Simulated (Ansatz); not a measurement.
**Strength of the N–Si bond: C2H9NSi → C2H6N + SiH3**

Species: C2H9NSi `CN(C)[SiH3]`, singlet; C2H6N `C[N]C`, doublet; SiH3 (silyl radical) `[SiH3]`, doublet. 

Shapes, held fixed at every level: PBE0-D4/def2-TZVP. Programs: Ansatz 0.2.0. The zero-point and thermal change to 298 K, harmonic and unscaled (PBE0-D4/def2-TZVP), is -17.7 kJ/mol.

(1) Estimate ΔH(298 K) of this reaction.

## Answers

(1) The highest level, CCSD(T)/CBS estimate, gives ΔH(298 K) = +382.3 kJ/mol; the levels span +255.2 to +382.3. The column of differences is taken from that level and isn't an error. Hartree–Fock misses the correlation of the pair that is broken and comes out low. No measured value is set beside it here. Open shells run unrestricted unless RO is named. The CBS estimate extrapolates MP2 from def2-TZVPP and def2-QZVPP and adds CCSD(T) − MP2 in the triple-zeta set, cores frozen.

```csv
level,kind,ΔH(298 K) (kJ/mol),less CCSD(T)/CBS estimate
HF/def2-TZVPP,Hartree–Fock,+255.2,-127.1
B3LYP-D4/def2-TZVPP,global hybrid,+354.8,-27.5
PBE0-D4/def2-TZVPP,global hybrid,+355.5,-26.8
wB97X-V/def2-TZVPP,range-separated hybrid,+373.6,-8.7
B2PLYP/def2-TZVPP,double hybrid,+359.5,-22.8
CCSD/def2-SVP,coupled cluster or CI,+349.4,-32.9
CCSD/def2-TZVPP,coupled cluster or CI,+360.0,-22.3
CCSD(T)/CBS estimate,coupled cluster or CI,+382.3,0.0
```

Homolysis of the N–Si bond is strongly endothermic, at +382.3 kJ/mol by the highest level. Such strength is expected of a polar bond between electronegative nitrogen and electropositive silicon, where the ionic contribution adds to the covalent pairing. Donation from the nitrogen lone pair into Si–H antibonding orbitals probably helps too, and separation into neutral radicals forfeits both.

Hartree–Fock already gives a substantial bond, but dynamic correlation supplies a large further part. Enlarging the basis raises the CCSD value from +349.4 to +360.0 kJ/mol, as expected when angular correlation of the bonding pair is better described. The remaining rise to the highest level combines triple excitations with further basis-set convergence, so it can't be assigned to either alone. Among the density functionals, the range-separated hybrid comes closest, though one reaction doesn't establish a general ranking.

The large homolytic enthalpy doesn't imply resistance to hydrolysis or alcoholysis, in which nucleophilic attack at silicon and protonation at nitrogen open a polar route that avoids free radicals.
